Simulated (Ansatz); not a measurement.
# How methods differ on C2H6Cl2Si (dichlorodimethylsilane)

C2H6Cl2Si: 11 atoms, total charge 0, spin state singlet. As SMILES, `C[Si](C)(Cl)Cl`. Geometry: optimised at B3LYP/def2-SVP.

Each level gives the adiabatic ionisation energy (to the doublet cation, shapes relaxed at B3LYP/def2-SVP, no zero-point term) (eV). The values are calculated.

```csv
level,kind,program,value (eV),less CCSD(T)/def2-SVP
HF/def2-SVP,Hartree–Fock,Ansatz,10.07,-0.21
PBE/def2-SVP,GGA,Ansatz,9.82,-0.46
r2SCAN/def2-SVP,meta-GGA,Ansatz,10.09,-0.19
B3LYP/def2-SVP,global hybrid,Ansatz,10.16,-0.12
wB97M-V/def2-SVP,range-separated hybrid,Ansatz,10.47,+0.19
MP2/def2-SVP,perturbation theory,Ansatz,10.47,+0.19
CCSD(T)/def2-SVP,coupled cluster or CI,Ansatz,10.28,0.00
```

CCSD(T)/def2-SVP is the highest level here, not the true value. The values span 9.82 to 10.47 eV.

B3LYP comes closest to the coupled-cluster ionisation energy, while PBE lies furthest below it; ωB97M-V and MP2 both overshoot, by the same +0.19 eV. That match doesn't make the two methods confirm each other, since they treat correlation quite differently. Hartree–Fock falls below CCSD(T), probably because it omits the correlation energy that the neutral molecule loses when an electron pair is broken, and MP2 then overcorrects. The density functionals rise from GGA to range-separated hybrid, but the Hartree–Fock value shows that more exact exchange alone does not guarantee a higher ionisation energy.

The electron probably leaves an orbital that mixes chlorine lone pairs with Si–C σ bonding, so the cation should relax mainly through its silicon bonds. Because every level uses the same pair of structures, the spread reflects electronic energies and not different relaxed shapes. The ranking holds only within this small basis, whose enlargement would probably raise the correlated values and could change which functional lies closest to coupled cluster.
